Constant mass as an assumption of the Kovacic criterion

The criterion concerns ψ″ = rψ with r = V − E a monic polynomial. Odd degree gives the Galois group SL(2,ℂ) for every E. For degree 2k ≥ 2 write r = A² + b x^(k−1) + lower terms, with A monic of degree k. By Kovacic's algorithm (1986) a Liouvillian solution, if one exists, can be taken as ψ = P exp(σ∫A dx), σ = ±1, with P a polynomial of degree m obeying

P″ + 2σAP′ + (σA′ + A² − r)P = 0.

The coefficient of x^(m+k−1) gives σb − k = 2m. For the oscillator, lengths are in ℓ = √(ħ/m₀ω) and energies in ħω/2, so r = x² − E, b = −E and E = ±(2m+1); only the upper sign, with σ = −1, is normalisable.

Where the assumption enters

A constant mass is used twice. It makes r free of poles, so the degree m is fixed at infinity alone. It also confines E to the constant term of r, which is the term b x^(k−1) only for k = 1; for k ≥ 2 the potential fixes m and finitely many energies survive.

Let the mass be m₀μ(x), μ = 1 + εx², ε > 0, in BenDaniel–Duke ordering:

−(ψ′/μ)′ + x²ψ = Eψ.

Setting ψ = √μ φ removes the first derivative and gives φ″ = rφ with

r = μ(x² − E) + 3μ′²/(4μ²) − μ″/(2μ).

Both properties are lost. The zeros x = ±i/√ε of μ are double poles of r with coefficient 3/4, so the local exponents s obey s(s − 1) = 3/4, s = 3/2 or −1/2. At infinity r grows as εx⁴, so k = 2, A = √ε x² + (1 − εE)/(2√ε), and parity forces b = 0. The power prefactor of exp(σ∫A dx) is then r^(−1/4) ∝ 1/x, and the degree count reads m = −1 − s₁ − s₂. Only s₁ = s₂ = −1/2, m = 0 is allowed, meaning ψ = exp(σ∫A dx). Substitution leaves the term σ(A′ − μ′A/μ), whose poles cancel only if A = μ/√ε, and then E = −1/ε. Kovacic's second case admits only 1/μ as a product of two solutions φ and returns the same energy; a finite group is excluded by the irregular point at infinity. Any ε > 0 thus collapses the algebraic spectrum to E = −1/ε, where the solutions exp[±(x + εx³/3)/√ε] are not normalisable. Bound states persist, but none is Liouvillian.

The first correction

With p = −i d/dx, expanding 1/μ gives H = p² + x² − ε p x² p + ε² p x⁴ p − …, and E = 2m + 1 + εE₁ + ε²E₂. In ladder operators x = (a + a†)/√2, p = (a − a†)/(i√2), so xp = (a² − a†² − 1)/(2i). Then E₁ = −‖xp|m⟩‖², and the three terms are orthogonal:

E₁ = −[m(m−1) + (m+1)(m+2) + 1]/4 = −(2m² + 2m + 3)/4.

The spacing of levels m and m+1 changes by −ε(m+1). For m = 0, ψ = exp(−x²/2)(1 + εQ) requires Q″ − 2xQ′ = x⁴ − 3x² − E₁, solved by Q = −x⁴/8 + 3x²/8 with E₁ = −3/4. The quartic term is the start of exp(−∫x√μ dx), which turns into exp(−√ε|x|³/3) beyond |x| ≈ 1/√ε. Each order is a polynomial times a Gaussian, four degrees higher than the last, and the series cannot terminate. Second-order perturbation theory, with n = 2m + 1, gives E₂ = 3n(n² + 35)/64.

The substitution x → ix maps (E, ε) to (−E, −ε), so the negative branch becomes formally −(2m+1) + εE₁. Both branches move down and the ± symmetry is broken at first order.

Ordering matters at the same order. The von Roos form, the symmetrised μ^α p μ^β p μ^γ with α + β + γ = −1, adds (1 + β)ε to every level, since (gp² + p²g)/2 = pgp − g″/2 for g = εx². For β = 0 this reverses the sign of the ground-state shift, while first-order spacings are unaffected.

Size in a parabolic quantum well

Take a GaAs/(Al,Ga)As well whose Al fraction rises quadratically to 0.30 at z = ±50 nm. Typical approximate inputs are a mass (0.067 + 0.083c)mₑ and a conduction-band offset of 0.80c eV at fraction c. The depth is 0.24 eV = ½m₀ω²(50 nm)², so ω = 2.245 × 10¹³ s⁻¹, ħω/2 = 7.39 meV and ℓ = 8.773 nm. The mass at the edge is larger by the fraction 0.3716, so ε = 0.3716 (8.773/50)² = 0.01144, extra digits being carried only for the arithmetic. In units of ħω/2:

m = 0: εE₁ = −0.0086, ε²E₂ = +0.0002
m = 1: εE₁ = −0.0200, ε²E₂ = +0.0008
m = 5: εE₁ = −0.180, ε²E₂ = +0.011

The lowest spacing falls by about 0.08 meV, or 0.5 per cent, and level 5 by about 1.3 meV. The surviving Liouvillian energy is E = −87, far below the well bottom.

Band nonparabolicity rivals this effect. It replaces the kinetic energy T by T − κT², with κ approximately 0.6 eV⁻¹ in GaAs, and adds −ηp⁴ with η = κħω/2 = 0.0044. Since ⟨p⁴⟩ = 3(2m² + 2m + 1)/4, the spacing changes by −3η(m+1), which is −0.013 for the lowest pair against −0.011 from the mass profile. The parabolic-band model therefore underestimates the reduction of the spacings in GaAs by about a factor of two.